\section*{Zener tunnelling in GaAs: which evaluation, at what cost}

The Zener formula is exact for a two-band crystal in a uniform field, and a junction does not have a uniform field. I want to know what it costs to do better at a peak field $F_0=2\times10^{8}$ V/m in GaAs, so I compare three routes to the transmission $T$ on a profile that I can solve exactly. My measure of deviation is $D=\ln(T_{\rm approx}/T_{\rm exact})$.

\subsection*{Model and inputs}

One dimension, zero transverse wave vector, coherent transport, $e>0$:
\begin{equation}
H=-i\hbar v\,\sigma_z\partial_x+\Delta\sigma_x+V(x),\qquad \Delta=E_g/2 .
\end{equation}
For constant $V$, $u\equiv E-V=\pm\sqrt{\Delta^2+(\hbar vk)^2}$. Expanding in $k$ gives both bands the mass $E_g/2v^2$, so the reduced mass is $m_r=E_g/4v^2$. In the gap $k=i\kappa$ with $\kappa=\sqrt{\Delta^2-u^2}/\hbar v$.

Compiled 0 K values (Vurgaftman 2001): $E_g=1.519$ eV ($2.434\times10^{-19}$ J), $m_c=0.067\,m_e$, $\gamma_1=6.98$, $\gamma_2=2.06$. The light hole along [001] has $m_e/(\gamma_1+2\gamma_2)=0.0901\,m_e$, hence $m_r=0.03842\,m_e$, $v=1.318\times10^{6}$ m/s, $\hbar v=0.8678$ eV\,nm and $\kappa_0=\Delta/\hbar v=0.8752$ nm$^{-1}$. I carry unrounded values throughout.

The test junction, p side on the left, at the energy $E=0$ of its centre, is $u(x)=U\tanh(x/a)$ with local field $F=u'/e$ and $eF_0=U/a$. I assume a total band bending $2U=2E_g$, so $r\equiv\Delta/U=1/2$ and $a=7.595$ nm.

\subsection*{Exact answer}

With $w=u/\hbar v$ the first row of $H$ gives $\phi_2=(w\phi_1+i\phi_1')/\kappa_0$, and the second then gives $\phi_1''+(w^2-\kappa_0^2-iw')\phi_1=0$. For the tanh profile, with $w_0=U/\hbar v$ and $p=\sqrt{w_0^2-\kappa_0^2}$,
\begin{equation}
\phi_1''+\Big[p^2+\frac{\lambda(\lambda+1)}{a^2\cosh^2(x/a)}\Big]\phi_1=0,\qquad \lambda=-iw_0a .
\end{equation}
The solution that tends to $e^{ipx}$ on the right is, with $\xi=1/(1+e^{2x/a})$,
\begin{equation}
\phi_1=[\xi(1-\xi)]^{-ipa/2}\,{}_2F_1(-ipa-\lambda,\,1-ipa+\lambda;\,1-ipa;\,\xi).
\end{equation}
On the left it becomes $Ae^{ipx}+Be^{-ipx}$, and the connection formula at $\xi=1$ gives $B=\Gamma(1-ipa)\Gamma(ipa)/[\Gamma(1+\lambda)\Gamma(-\lambda)]$. The current is $v(|\phi_1|^2-|\phi_2|^2)$, and a wave $e^{ikx}$ has $\phi_2/\phi_1=(w-k)/\kappa_0$. On the left $w=-w_0$, so the valence wave that moves right is $e^{-ipx}$, with the same $|\phi_2/\phi_1|$ as the transmitted wave. Therefore $T=|B|^{-2}$, and the reflection formula of $\Gamma$ yields
\begin{equation}
T=\frac{\sinh^2(\pi pa)}{\sinh^2(\pi w_0a)}=e^{-S}\Big[\frac{1-e^{-2\pi pa}}{1-e^{-2\pi w_0a}}\Big]^2,\qquad S=2\pi a(w_0-p).
\label{exact}
\end{equation}
Letting $a,U\to\infty$ at fixed $U/a=eF_0$ gives the uniform-field result
\begin{equation}
P_Z=e^{-S_0},\qquad S_0=\frac{\pi E_g^2}{4\hbar v\,eF_0}=\frac{\pi m_r^{1/2}E_g^{3/2}}{2\hbar eF_0}.
\end{equation}
With $c=\sqrt{1-r^2}$ and $q=(1-c)/(1+c)$ one has $S=2S_0/(1+c)=S_0(1+q)$. Here $q=0.0718$, $S_0=10.441$, $S=11.191$, $P_Z=2.92\times10^{-5}$ and $T=1.38\times10^{-5}$. These are the model's numbers.

The WKB exponent, with $u=\Delta y$ and $dx=du/eF$, is
\begin{equation}
2\int\kappa\,dx=S_0\,\frac{2}{\pi}\int_{-1}^{1}\sqrt{1-y^2}\,\frac{F_0}{F(y)}\,dy,\qquad \frac{F_0}{F}=\frac{1}{1-r^2y^2},
\label{wkb}
\end{equation}
and the integral equals $S$ exactly. WKB thus misses only the bracket in \eqref{exact}, a floor $D\simeq2e^{-2\pi pa}$. With $p=1.516$ nm$^{-1}$ and $pa=11.51$ this is $7.7\times10^{-32}$.

\subsection*{Cost unit}

I treat the profile as a monotone table on a uniform mesh, as a Poisson solver delivers it, and count the work $W$ in accesses to that table, one access returning $u$ or $u'$. Locating a prescribed $u$ by bisection takes $R=\log_2 n$ accesses, and I assume $n=1024$, so $R=10$. The arithmetic per node is a fixed handful of operations in all methods, heaviest for the lattice because it is complex, so $W$ flatters the lattice. I do not exploit the mirror symmetry of the test profile, and I ignore interpolation errors.

\subsection*{A: Gauss--Chebyshev rule in energy, with Zener as $N=1$}

The factor $\sqrt{1-y^2}$ in \eqref{wkb} is the weight of the Gauss--Chebyshev rule of the second kind:
\begin{equation}
S_N=\frac{2S_0}{N+1}\sum_{j=1}^{N}\sin^2\theta_j\,\frac{F_0}{F(\cos\theta_j)},\qquad\theta_j=\frac{j\pi}{N+1}.
\end{equation}
For $N=1$ the only node is midgap and $S_1=S_0$: the Zener formula is the one-point rule. For the deviation I write $\sin^2\theta/(1-r^2\cos^2\theta)=r^{-2}[1-c^2/(1-r^2\cos^2\theta)]$ and use $c/(1-r^2\cos^2\theta)=1+2\sum_{m\ge1}q^m\cos2m\theta$. The term $j=0$ vanishes and may be added. The sum then runs over $N+1$ equally spaced angles and keeps only the harmonics with $m$ a multiple of $N+1$, so
\begin{equation}
D_A=S-S_N=\frac{4cS_0}{r^2}\,\frac{q^{N+1}}{1-q^{N+1}} .
\end{equation}
The prefactor is 144.7, and each node gains a factor close to $1/q=13.9$, a rate fixed by the distance from the gap to the zeros of the field at $u=\pm U$. Each node needs one search and one slope: $W_A=N(R+1)$, growing as $\ln(1/\epsilon)$ for a target $|D|\le\epsilon$. Memory beyond the table is one accumulator.

The triangular parabolic barrier costs the same as $N=1$. From $\kappa=\sqrt{2m(E_g-eF_0x)}/\hbar$ its exponent is $4\sqrt{2m}\,E_g^{3/2}/3\hbar eF_0$, which for $m=m_r$ is $8\sqrt2/3\pi=1.200$ times $S_0$, or 12.53, so $D=-1.34$. It lacks the second branch point, where $\kappa$ returns to zero, and has no parameter that converges. I drop it.

\subsection*{B: midpoint rule in position}

The obvious code finds the turning points $\pm x_t$, $x_t=a\,\mathrm{artanh}\,r=4.172$ nm, and sums $2h\sum_j\kappa(x_j)$ at $N$ midpoints with $h=2x_t/N$. Then $W_B=2R+N$, with constant memory. At a distance $\ell$ from a turning point $\kappa\simeq C\sqrt{\ell}$ with $C^2=2\kappa_0eF_0(1-r^2)/\hbar v$, $C=0.5500$ nm$^{-3/2}$. For a square-root end the midpoint sum exceeds the integral by $Ch^{3/2}\zeta(-\tfrac12,\tfrac12)$, where the Hurwitz value is $(2^{-1/2}-1)\zeta(-\tfrac12)=0.06089$. Two ends and the factor 2 give
\begin{equation}
D_B\simeq-4\zeta(-\tfrac12,\tfrac12)\,C\,(2x_t/N)^{3/2}=-3.23\,N^{-3/2},
\end{equation}
so the number of nodes grows as $\epsilon^{-2/3}$. The branch points cost half an order against a smooth integrand.

\subsection*{C: lattice Green function}

This route solves the wave problem and has no WKB floor. I take a chain of spacing $s$, site energies $\varepsilon_j=V(x_j)+(-1)^j\Delta$ and hopping $t=\hbar v/2s$, over a window $|x|\le X$ with $N\simeq2X/s$ sites and flat leads. The recursion $g_j=(E-\varepsilon_j-t^2g_{j-1})^{-1}$, started and closed with the lead self-energies $\Sigma_{L,R}$, gives $T=\Gamma_L\Gamma_R|G_{1N}|^2$ with $\Gamma=-2\,\mathrm{Im}\,\Sigma$ and $|G_{1N}|=t^{N-1}\prod_j|g_j|$. So $W_C=N$. Memory is constant for $T$ alone and $N$ if local densities are wanted. A dense inverse would take $N^3$ work and $N^2$ memory, and $b$ orbitals per slice multiply the recursive counts by $b^3$ and $b^2$.

The chain has $u^2=\Delta^2+4t^2\cos^2Ks$. Setting $Ks=\pi/2+i\kappa_ss$ gives $\sinh\kappa_ss=\kappa s$, or $\kappa_s\simeq\kappa-\kappa^3s^2/6$, and the lead waves need $ps<1$, that is $s<0.66$ nm. Inserting $\kappa_s$ into the exponent, with $\int_{-1}^1(1-y^2)^{3/2}(1-r^2y^2)^{-1}dy=\tfrac{\pi}{2}(1+2c)/(1+c)^2$,
\begin{equation}
D_s\simeq\frac{s^2}{3}\int\kappa^3dx=S_0\kappa_0^2s^2\,\frac{1+2c}{6(1+c)^2}=1.05\,(s/\mathrm{nm})^2 .
\label{ds}
\end{equation}
This is a semiclassical estimate of the lattice result. It leaves out gradient corrections, so I keep two figures in the entries built on it.

The window adds a second term. A small step $\delta u$ reflects with amplitude $\tfrac12\delta\ln\eta=\Delta\,\delta u/2(u^2-\Delta^2)$, where $\eta=\sqrt{(u-\Delta)/(u+\Delta)}$ is the wave impedance. Holding $V$ flat beyond $X$ cuts the oscillating integral of these reflections and leaves the boundary term $|\rho|=\Delta u'(X)/[2(u^2-\Delta^2)\,2k]$. The barrier reflects almost fully, so each of the two kinks shifts $\ln T$ by at most $2|\rho|$. For $X$ well above $a$, $u'\simeq4eF_0e^{-2X/a}$ and $k\simeq p$:
\begin{equation}
|D_X|\lesssim\frac{4\kappa_0\,eF_0}{\hbar v\,p^3}\,e^{-2X/a}=0.23\,e^{-2X/a}.
\end{equation}
Giving a tenth of $\epsilon$ to the window and the rest to $D_s$, a split I have not optimised, leads to $N=a\ln(2.3/\epsilon)/s$ with $s=\sqrt{0.9\,\epsilon/1.05}$ nm, so $W_C\propto\epsilon^{-1/2}\ln(1/\epsilon)$.

\subsection*{Numbers}

Columns A and B are the actual sums. Column C is \eqref{ds} at $X=3a$, where $|D_X|\lesssim5.7\times10^{-4}$. The $s^4$ term of $\kappa_s$ lowers its first entry by 6\%.

\begin{center}
\begin{tabular}{rrr|rrr|rr}
$N$&$W_A$&$D_A$&$N$&$W_B$&$D_B$&$W_C$&$D_s$\\\hline
1&11&$0.750$&1&21&$-3.41$&100&$0.22$\\
2&22&$0.0536$&2&22&$-1.14$&200&$0.054$\\
3&33&$3.84\times10^{-3}$&4&24&$-0.401$&400&$0.014$\\
4&44&$2.76\times10^{-4}$&8&28&$-0.142$&800&$0.0034$\\
5&55&$1.98\times10^{-5}$&16&36&$-0.050$&&
\end{tabular}
\end{center}

Cheapest setting for a stated accuracy, as $W$ with $N$ in brackets:

\begin{center}
\begin{tabular}{c|ccc|c}
$\epsilon$&A&B&C&choice\\\hline
$10^{-1}$&22 (2)&31 (11)&81&A\\
$10^{-2}$&33 (3)&68 (48)&$4.5\times10^{2}$&A\\
$10^{-3}$&44 (4)&239 (219)&$2.0\times10^{3}$&A
\end{tabular}
\end{center}

The ranking of A and B hardly depends on my value of $R$. At $10^{-1}$ both do two searches and A wins for any $R$. At $10^{-2}$ the comparison $3R+3<2R+48$ holds for $R<45$, and at $10^{-3}$ $4R+4<2R+219$ holds up to $R=107$.

Best result inside a budget. With $W\le12$ I can afford the Zener formula, which overestimates $T$ by $e^{0.750}=2.12$ because the midgap field is the largest along the path. With $W\le25$, A at $N=2$ gives 0.0536, B at $N=5$ gives $-0.29$, and a chain of 25 sites over $X=2a$ violates $ps<1$. With $W\le50$, A at $N=4$ gives $2.76\times10^{-4}$, B at $N=30$ gives $-0.020$, and 50 sites over $X=2a$ ($s=0.61$ nm) give about 0.39.

The lattice earns its cost only where the WKB floor exceeds the target. For this profile that means roughly $pa<\ln(2/\epsilon)/2\pi$, which is 0.84 for $\epsilon=10^{-2}$: an abrupt junction, or the onset $U\to\Delta$, where also $q\to1$ and A converges slowly. The tiny floor belongs to the analytic profile. A profile with kinks produces reflections of the type of $D_X$, which fall only as a power of the wave number, and neither A nor B sees them.

\subsection*{How much accuracy GaAs can use}

The inputs move the exponent by more than $10^{-1}$. The compiled 300 K gap of 1.42 eV (Wing 2021), with the masses held fixed, lowers $S_0$ by 1.0. The [111] light hole, with $\gamma_3=2.93$ (Vurgaftman 2001) in place of $\gamma_2$, lowers it by 0.33. The model also forces equal masses and omits the split-off band, although $\Delta_{\rm so}=0.341$ eV (same source) is smaller than $\Delta$. To size that, I use Kane's dispersion $\mathcal E(\mathcal E-E_g)(\mathcal E+\Delta_{\rm so})=\mathcal P^2k^2(\mathcal E+\tfrac23\Delta_{\rm so})$, with $\mathcal E$ counted from the valence-band top and $\mathcal P$ fitted to $m_c$, without free-electron and remote-band terms:
\begin{equation}
\frac{\hbar^2\kappa^2}{2m_c}=\frac{\mathcal E(E_g-\mathcal E)}{E_g}\,\frac{\mathcal E+\Delta_{\rm so}}{\mathcal E+\tfrac23\Delta_{\rm so}}\,\frac{E_g+\tfrac23\Delta_{\rm so}}{E_g+\Delta_{\rm so}} .
\end{equation}
At midgap $\kappa=0.836$ nm$^{-1}$, 4.5\% below $\kappa_0$. Scaled onto $S$ this is about 0.5 in $\ln T$. All three shifts raise $T$, so the model's $1.38\times10^{-5}$ probably lies low for a GaAs junction of this shape, by a factor of order two at low temperature and by more at 300 K.

Against shifts of this size the one-point deviation of 0.750 is of the same order as the band-model uncertainty and worth removing, while the two-point deviation of 0.0536 is already well below it. My setting for this junction is method A with $N=2$: the field read where $u=\pm\Delta/2$, each reciprocal field with weight one half, at twice the work of the Zener formula.